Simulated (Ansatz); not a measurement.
Ligand exchange: C2H5F + BH2I → CH2FI + BH2(CH3)

Species: C2H5F `CCF`, singlet; BH2I `BI`, singlet; CH2FI (fluoroiodomethane) `FCI`, singlet; BH2(CH3), singlet. The partners trade CH3 for I: C–CH3 and B–I bonds give way to C–I and B–CH3.

Shapes, held fixed at every level: PBE0-D4/def2-TZVP. Programs: Ansatz 0.2.0. The zero-point and thermal change to 298 K, harmonic and unscaled (PBE0-D4/def2-TZVP), is -5.6 kJ/mol.

| level | kind | ΔH(298 K) (kJ/mol) | less CCSD(T)/def2-TZVPP |
| --- | --- | --- | --- |
| HF/def2-TZVPP | Hartree–Fock | +94.1 | +3.4 |
| r2SCAN-D4/def2-TZVPP | meta-GGA | +82.4 | -8.3 |
| B3LYP-D4/def2-TZVPP | global hybrid | +79.6 | -11.1 |
| BHLYP-D4/def2-TZVPP | global hybrid | +86.4 | -4.3 |
| B2PLYP/def2-TZVPP | double hybrid | +85.4 | -5.3 |
| MP2/def2-SVP | perturbation theory | +105.2 | +14.5 |
| CCSD/def2-SVP | coupled cluster or CI | +106.0 | +15.3 |
| CCSD(T)/def2-TZVPP | coupled cluster or CI | +90.7 | 0.0 |

The highest level, CCSD(T)/def2-TZVPP, gives ΔH(298 K) = +90.7 kJ/mol; the levels span +79.6 to +106.0. The column of differences is taken from that level and isn't an error. No measured value is set beside it here. For atoms past krypton def2 sets carry core potentials with scalar relativity. Outer-core shells of I are correlated in most correlated rows, in sets that cover them unevenly.

The exchange is clearly endothermic at every level, so iodine prefers boron and methyl prefers carbon in this pair. The thermal contribution of -5.6 kJ/mol slightly favours the products, so the preference is electronic in origin. The likely main reason is the loss of the B–I bond: it is more polar than C–I, and an iodine lone pair can donate into the empty p orbital on boron. The saturated carbon of CH2FI offers no comparable acceptor. Hyperconjugation from methyl in BH2(CH3) compensates only in part.

Hartree–Fock, at +94.1 kJ/mol, already lies close to CCSD(T), which suggests that correlation contributions largely cancel between the two sides. The two highest values, from MP2 and CCSD, nearly coincide and share the small def2-SVP basis, so their offset probably owes more to the basis than to the missing triples. The spread affects the size of the endothermicity but not its sign. The reaction enthalpy alone cannot separate π donation from σ-bond polarity.
